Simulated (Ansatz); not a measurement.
## CdPd: the change of pressure and energy less free atoms with volume scale

Results calculated with Ansatz 0.2.0, not measured. Periodic Kohn-Sham DFT of a crystal at fixed atoms, scaled to volume_scale times the given cell; pressure positive in compression, energy less spherical unpolarised free atoms, largest_vzz the field gradient of largest size among the nuclei.

The cell before it is scaled or strained (space group P4/mmm, No. 123):
```
cell vectors (Å)
   3.0276     0.0000     0.0000
   0.0000     3.0276     0.0000
   0.0000     0.0000     3.6310
atoms (fractions of the cell vectors)
Cd  0.00000  0.00000  0.00000
Pd  0.50000  0.50000  0.50000
```

Settings of every row: method all-electron LAPW; functional PBEsol; relativity scalar; k mesh 11x11x9; filling fermi-dirac; smearing width 0.05 eV; basis error target 0.5 meV/atom; nucleus gaussian.

Atom start moment: 0 on all atoms.

| row | volume scale | V (Å³/atom) | pressure (GPa) | energy less free atoms (eV/atom) |
| --- | --- | --- | --- | --- |
| 1 | 0.94 | 15.643 | 8.175 | -3.2351 |
| 2 | 0.96 | 15.976 | ? | ? |
| 3 | 0.98 | 16.309 | 1.385 | -3.2544 |
| 4 | 0.99 | 16.475 | -0.056 | -3.2551 |
| 5 | 1 | 16.642 | -1.406 | -3.2543 |
| 6 | 1.01 | 16.808 | -2.671 | -3.2522 |
| 7 | 1.02 | 16.974 | -3.856 | -3.2488 |
| 8 | 1.04 | 17.307 | -6.005 | -3.2385 |
| 9 | 1.06 | 17.64 | -7.888 | -3.224 |

Question: what pressure and energy less free atoms should row 2 give?

Worked fit of pressure. Take u = (V_r/V)^(2/3) − 1 with V_r = 16.725 Å³ an atom, which is twice the finite (Eulerian) strain; such expansions in the strain, on which the Birch-Murnaghan equation of state is built, carry the rest volume and the bulk modulus. The shown rows have u = 0.0456, 0.01693, 0.01009, 0.00332, -0.00329, -0.0098, -0.02255, -0.03489. Least squares give pressure = −2.0505 + 190.819 × u + 699.59 × u² + 733 × u³ GPa; a parabola predicts inner rows, each left out in turn, worse (root mean square 0.011 against 0.0029 GPa). The rows lie off it by 0.000, 0.001, -0.003, 0.003, 0.000, -0.002, 0.001, 0.000. The pressure vanishes at u = 0.0103, or V = 16.47 Å³ an atom, and there the bulk modulus at fixed shape and fractions is B = −V dP/dV = (2/3)(1 + u) dP/du = 138 GPa. Letting shape and atoms relax would as a rule lower it, by much in layered, chain or molecular crystals. The withheld row has u = 0.03102, so the fit gives −2.0505 + 190.819 × (0.03102) + 699.59 × (0.03102)² + 733 × (0.03102)³ = 4.564 GPa.

The calculation gave 4.561 GPa. The fit lies 0.003 GPa (0.019 % of the column's range) above it; its largest miss of a shown row is 0.003 GPa.

Worked fit of energy less free atoms. Take u = (V_r/V)^(2/3) − 1 with V_r = 16.725 Å³ an atom, which is twice the finite (Eulerian) strain; such expansions in the strain, on which the Birch-Murnaghan equation of state is built, carry the rest volume and the bulk modulus. The shown rows have u = 0.0456, 0.01693, 0.01009, 0.00332, -0.00329, -0.0098, -0.02255, -0.03489. Least squares give energy less free atoms = −3.25342 − 0.3213 × u + 15.345 × u² + 11.2 × u³ eV/atom; a parabola predicts inner rows, each left out in turn, worse (root mean square 0.00017 against 1.3e-05 eV/atom). All shown rows lie on it to the printed digit. Its lowest point lies at u = 0.0104, or V = 16.47 Å³ an atom, and the curvature there gives the bulk modulus at fixed shape and fractions, B = (4/9)(1 + u)² E″(u)/V = 139 GPa. Letting shape and atoms relax would as a rule lower it, by much in layered, chain or molecular crystals. The withheld row has u = 0.03102, so the fit gives −3.25342 − 0.3213 × (0.03102) + 15.345 × (0.03102)² + 11.2 × (0.03102)³ = -3.2483 eV/atom.

The calculation gave -3.2483 eV/atom. The fit meets it to the printed digit.
